**Breaks in the atomization errors of AlGeH₃**

The table holds the error of the atomization energy of hydrogen-bridged AlGeH₃ at fourteen levels of theory against RCCSDT(Q), all in cc-pVTZ at one PBE0/def2-TZVP geometry (Ansatz 0.2.0, no relativity). The program fits a geometric decay to the RHF, RCCSD, RCCSDT ladder, splits the wave-function errors into correlation missed in the molecule and in the atoms, and fits a line in the exact-exchange fraction to four GGA-type functionals. The error falls by a factor of about 14.7 per step of the ladder; RMP2 and RPA-PBE lie 13.1 and 27.7 kJ/mol below the doubles rung of the model, and the lead of BCCD(T) over RCCSD(T) comes mainly from higher atomic energies. The line in the short-range fraction has an rms residual of 0.77 kJ/mol, against 4.58 for the long-range fraction. r2SCAN, wB97M-V and B2PLYP, which were not fitted, lie 15.0, 18.3 and 7.3 kJ/mol above it.

Errors in the atomization energy of neutral singlet AlGeH₃ relative to RCCSDT(Q), calculated with Ansatz 0.2.0 in the cc-pVTZ basis at the PBE0/def2-TZVP geometry. Negative values mean underbinding. The coupled-cluster levels freeze the cores and the Ge 3d shell, and no relativistic or zero-point terms are included.

## Script

```python
# Table: error of the atomization energy of AlGeH3 (kJ/mol) against RCCSDT(Q), cc-pVTZ, Ansatz 0.2.0,
# fixed PBE0/def2-TZVP geometry. Tested: geometric decay along the coupled-cluster ladder, split of
# the error into molecule and atoms, and a line in the exact-exchange fraction for the functionals.
T = {
    'row_level': ['RHF', 'RMP2', 'RCCSD', 'RCCSD(T)', 'BCCD(T)', 'RCCSDT', 'PBE', 'r2SCAN', 'PBE0', 'B3LYP', 'CAM-B3LYP', 'wB97M-V', 'B2PLYP', 'RPA-PBE'],
    'row_error': [-320.1, -34.8, -20.9, -2.5, -1.2, -1.5, 25.3, 40.5, 10.3, 15.3, 14.7, 35.3, 2.6, -49.4],  # kJ/mol
}
import numpy as np
from scipy import constants as C
E = dict(zip(T['row_level'], T['row_error']))
K = C.e * C.N_A / 1000
AE = 1048.9  # reference atomization energy from the description of the series, kJ/mol
print("rounding: 0.05 kJ/mol per entry, 0.1 per difference; energies in kJ/mol")
# geometry of the same runs (Angstrom)
Ge, Al, Hb, Ht = map(np.array, ([-.04, 0, .66], [.02, 0, -1.83], [.75, 1.07, -.34], [1.01, 0, 1.83]))
d = lambda a, b: np.linalg.norm(a - b)
print(f"distances (A): Ge-Al {d(Ge,Al):.2f}, Ge-H bridge {d(Ge,Hb):.2f}, Al-H bridge {d(Al,Hb):.2f}, Ge-H terminal {d(Ge,Ht):.2f}")
print(f"RHF deficit: {-100*E['RHF']/AE:.1f} % of {AE}; per new pair (5-2=3): {-E['RHF']/3:.0f} = {-E['RHF']/3/K:.2f} eV")
k = np.array([1, 2])
y = np.log(E['RHF'] / np.array([E['RCCSD'], E['RCCSDT']]))
f = np.exp((k @ y) / (k @ k))
print(f"ladder error = RHF/f^k, fitted f = {f:.1f}; step ratios {E['RHF']/E['RCCSD']:.1f}, {E['RCCSD']/E['RCCSDT']:.1f}")
print(f"second ratio within rounding: {E['RCCSD']/(E['RCCSDT']-.05):.1f} to {E['RCCSD']/(E['RCCSDT']+.05):.1f}; model size of a third step {E['RHF']/f**3:.2f}")
for n, kk, rung in [('RCCSD', 1, 'RCCSD'), ('RCCSDT', 2, 'RCCSDT'), ('RMP2', 1, 'RCCSD'),
                    ('RPA-PBE', 1, 'RCCSD'), ('RCCSD(T)', 2, 'RCCSDT'), ('BCCD(T)', 2, 'RCCSDT')]:
    m = E['RHF'] / f**kk
    print(f"  {n:9s} k={kk} table {E[n]:6.1f} model {m:6.1f} residual {E[n]-m:+6.1f}  less {rung}: {E[n]-E[rung]:+.1f}")
# molecular correlation energies (eV), further outputs of the same runs
cor = {'RHF': 0.0, 'RMP2': 0.81063 + 4.484647, 'RCCSD': 6.259253, 'RCCSD(T)': 6.259253 + 0.27173,
       'BCCD(T)': 6.247161 + 0.2856, 'RCCSDT': 6.567785}
ref = 6.567785 + 0.016575
mm = {n: (ref - c) * K for n, c in cor.items()}
ma = {n: E[n] + mm[n] for n in cor}
print("correlation missed: molecule, atoms (by subtraction); % recovered molecule, atoms, binding")
for n in cor:
    print(f"  {n:9s} {mm[n]:6.1f} {ma[n]:6.1f}   {100*(1-mm[n]/mm['RHF']):5.1f} {100*(1-ma[n]/ma['RHF']):5.1f} {100*(1-E[n]/E['RHF']):5.1f}")
print(f"step ratios, molecule: {mm['RHF']/mm['RCCSD']:.1f}, {mm['RCCSD']/mm['RCCSDT']:.1f}; atoms, first step: {ma['RHF']/ma['RCCSD']:.0f}")
for a, b in [('RMP2', 'RCCSD'), ('RCCSD', 'RCCSD(T)'), ('RCCSD(T)', 'RCCSDT'), ('RCCSD(T)', 'BCCD(T)')]:
    print(f"  {a} to {b}: binding {E[b]-E[a]:+.1f}, molecule lowered {mm[a]-mm[b]:+.2f}, atoms lowered {ma[a]-ma[b]:+.1f}")
# exact-exchange fractions (short range, long range) that define the functionals
X = {'PBE': (0, 0), 'PBE0': (.25, .25), 'B3LYP': (.20, .20), 'CAM-B3LYP': (.19, .65),
     'r2SCAN': (0, 0), 'wB97M-V': (.15, 1.0), 'B2PLYP': (.53, .53)}
fit = list(X)[:4]
yy = np.array([E[n] for n in fit])
P, rms = [], []
for j, lab in enumerate(('short-range', 'long-range')):
    x = np.array([X[n][j] for n in fit])
    p = np.polyfit(x, yy, 1)
    P.append(p)
    rms.append(np.sqrt(np.mean((yy - np.polyval(p, x))**2)))
    print(f"line in {lab} fraction a, 4 GGA-type rows: {p[1]:.1f} {p[0]:+.1f}*a, rms {rms[j]:.2f}")
print(f"PBE to PBE0 alone: {E['PBE0']-E['PBE']:+.1f}, slope {(E['PBE0']-E['PBE'])/.25:.1f} per unit a")
R = {n: E[n] - np.polyval(P[0], X[n][0]) for n in X}
for n in X:
    print(f"  {n:9s} a={X[n][0]:.2f} table {E[n]:5.1f} ({100*E[n]/AE:.1f} %) line {E[n]-R[n]:5.1f} residual {R[n]:+5.1f} {'fitted' if n in fit else 'not fitted'}")
print(f"largest breaks: wB97M-V {R['wB97M-V']/rms[0]:.0f} rms, r2SCAN {R['r2SCAN']/rms[0]:.0f} rms, B2PLYP {R['B2PLYP']/rms[0]:.0f} rms")
print(f"r2SCAN-PBE {E['r2SCAN']-E['PBE']:+.1f}; wB97M-V - CAM-B3LYP {E['wB97M-V']-E['CAM-B3LYP']:+.1f}; CAM-B3LYP - B3LYP {E['CAM-B3LYP']-E['B3LYP']:+.1f}; r2SCAN-PBE0 {E['r2SCAN']-E['PBE0']:+.1f}")
# largest force components (eV/A) from the same runs; stiffness 5 eV/A^2 is a rough recalled value
for n, F in (('RCCSD(T)', 0.28459), ('r2SCAN', 0.089792)):
    print(f"relaxation, order of magnitude F^2/2k, {n}: {F*F/10*K:.1g} (rough stiffness 5 eV/A^2)")
assert E['RHF'] < E['RMP2'] < E['RCCSD'] < E['RCCSD(T)'] < E['RCCSDT'] < 0
assert min(R['r2SCAN'], R['wB97M-V']) > 5 * max(abs(R[n]) for n in fit)
assert ma['BCCD(T)'] > ma['RCCSD(T)'] and abs(ma['RCCSDT']) < 0.3
assert P[0][0] < 0 and rms[0] < rms[1]
```

Running it gives:

```
rounding: 0.05 kJ/mol per entry, 0.1 per difference; energies in kJ/mol
distances (A): Ge-Al 2.49, Ge-H bridge 1.66, Al-H bridge 1.97, Ge-H terminal 1.57
RHF deficit: 30.5 % of 1048.9; per new pair (5-2=3): 107 = 1.11 eV
ladder error = RHF/f^k, fitted f = 14.7; step ratios 15.3, 13.9
second ratio within rounding: 13.5 to 14.4; model size of a third step -0.10
  RCCSD     k=1 table  -20.9 model  -21.7 residual   +0.8  less RCCSD: +0.0
  RCCSDT    k=2 table   -1.5 model   -1.5 residual   -0.0  less RCCSDT: +0.0
  RMP2      k=1 table  -34.8 model  -21.7 residual  -13.1  less RCCSD: -13.9
  RPA-PBE   k=1 table  -49.4 model  -21.7 residual  -27.7  less RCCSD: -28.5
  RCCSD(T)  k=2 table   -2.5 model   -1.5 residual   -1.0  less RCCSDT: -1.0
  BCCD(T)   k=2 table   -1.2 model   -1.5 residual   +0.3  less RCCSDT: +0.3
correlation missed: molecule, atoms (by subtraction); % recovered molecule, atoms, binding
  RHF        635.3  315.2     0.0   0.0   0.0
  RMP2       124.4   89.6    80.4  71.6  89.1
  RCCSD       31.4   10.5    95.1  96.7  93.5
  RCCSD(T)     5.2    2.7    99.2  99.2  99.2
  BCCD(T)      5.0    3.8    99.2  98.8  99.6
  RCCSDT       1.6    0.1    99.7 100.0  99.5
step ratios, molecule: 20.3, 19.6; atoms, first step: 30
  RMP2 to RCCSD: binding +13.9, molecule lowered +93.01, atoms lowered +79.1
  RCCSD to RCCSD(T): binding +18.4, molecule lowered +26.22, atoms lowered +7.8
  RCCSD(T) to RCCSDT: binding +1.0, molecule lowered +3.55, atoms lowered +2.6
  RCCSD(T) to BCCD(T): binding +1.3, molecule lowered +0.17, atoms lowered -1.1
line in short-range fraction a, 4 GGA-type rows: 25.5 -57.1*a, rms 0.77
line in long-range fraction a, 4 GGA-type rows: 19.9 -12.8*a, rms 4.58
PBE to PBE0 alone: -15.0, slope -60.0 per unit a
  PBE       a=0.00 table  25.3 (2.4 %) line  25.5 residual  -0.2 fitted
  PBE0      a=0.25 table  10.3 (1.0 %) line  11.3 residual  -1.0 fitted
  B3LYP     a=0.20 table  15.3 (1.5 %) line  14.1 residual  +1.2 fitted
  CAM-B3LYP a=0.19 table  14.7 (1.4 %) line  14.7 residual  +0.0 fitted
  r2SCAN    a=0.00 table  40.5 (3.9 %) line  25.5 residual +15.0 not fitted
  wB97M-V   a=0.15 table  35.3 (3.4 %) line  17.0 residual +18.3 not fitted
  B2PLYP    a=0.53 table   2.6 (0.2 %) line  -4.7 residual  +7.3 not fitted
largest breaks: wB97M-V 24 rms, r2SCAN 19 rms, B2PLYP 10 rms
r2SCAN-PBE +15.2; wB97M-V - CAM-B3LYP +20.6; CAM-B3LYP - B3LYP -0.6; r2SCAN-PBE0 +30.2
relaxation, order of magnitude F^2/2k, RCCSD(T): 0.8 (rough stiffness 5 eV/A^2)
relaxation, order of magnitude F^2/2k, r2SCAN: 0.08 (rough stiffness 5 eV/A^2)
```
